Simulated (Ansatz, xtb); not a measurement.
## C2H7ClOSi2: which of two isomers lies lower

We compare I, `C=C[SiH2]O[SiH2]Cl`, a singlet, with II, `Cl[Si@@H]1CC[SiH2]O1`, a singlet. Both are isolated molecules in the gas phase, relaxed with B3LYP/def2-SVP; each stands in its lowest conformer found.

Quicker runs give these differences E(II) − E(I): GFN2-xTB −0.570 eV; HF/STO-3G −2.411 eV (at GFN2-xTB geometries); r2SCAN-D4/def2-SVP −1.132 eV (at GFN2-xTB geometries).

Problem. Estimate E(II) − E(I) at the level CCSD(T)/def2-SVP + ΔMP2/def2-TZVPP.

Solution. Calculated at CCSD(T)/def2-SVP + ΔMP2/def2-TZVPP: E(II) − E(I) = −0.996 eV, so structure II lies lower.

The same difference at several levels:

| level | geometry | E(II) − E(I) (eV) | departure from the last row (eV) | job, with rough time for the two |
| --- | --- | --- | --- | --- |
| GFN2-xTB | GFN2-xTB | −0.570 | +0.426 | optimisation, 0.35 s |
| HF/STO-3G | GFN2-xTB | −2.411 | −1.415 | single point, 0.36 s |
| r2SCAN-D4/def2-SVP | GFN2-xTB | −1.132 | −0.136 | single point, 3.6 s |
| B3LYP/def2-SVP | B3LYP/def2-SVP | −0.875 | +0.121 | optimisation, 91 s |
| HF/def2-SVP | B3LYP/def2-SVP | −0.678 | +0.318 | part of the CCSD(T) run |
| MP2/def2-SVP | B3LYP/def2-SVP | −1.078 | −0.082 | part of the CCSD(T) run |
| CCSD(T)/def2-SVP | B3LYP/def2-SVP | −0.938 | +0.058 | single point |
| CCSD(T)/def2-SVP + ΔMP2/def2-TZVPP | B3LYP/def2-SVP | −0.996 |  | single point, 39 s |

As drawn, II has 1 C–Si, 1 C–C, 1 C–H in place of 1 C=C, 1 Si–H. Structure I has no ring, II a 5-membered ring.

None of the levels shown reverses the order. The largest departure from CCSD(T)/def2-SVP + ΔMP2/def2-TZVPP is that of HF/STO-3G, 1.415 eV. A small imaginary or near-zero mode remains, so no thermal terms are given. The last row adds to CCSD(T) the change of the MP2 difference between the two basis sets, here −0.058 eV.

The correlated steps freeze 18 core orbitals. Programs: Ansatz 0.2.0, xtb 6.7.1; the last row on 4 threads of Arm Neoverse V1 on a shared host.

Ring closure is clearly downhill in electronic energy, by 0.996 eV at the highest level. Formally it is an intramolecular hydrosilylation: the vinyl π bond and an Si–H bond give way to C–Si and C–H σ bonds. The π component of a C=C bond is weaker than a C–C σ bond, and the strong C–H bond gained adds to the driving force, while the Si–O and Si–Cl bonds are kept. Against this stands the strain of the ring, which forces the normally wide and flexible Si–O–Si angle to close; the long Si–C and Si–O bonds probably keep that penalty moderate, so the bond exchange prevails.

With def2-SVP at common geometries, correlation strengthens the preference for the ring from −0.678 eV in HF to −0.938 eV in CCSD(T), with MP2 overshooting, perhaps because it exaggerates the correlation gained in the more compact σ-bonded framework. The preference for II says nothing about how readily I cyclises, since hydrosilylation usually needs a catalyst despite being exothermic.
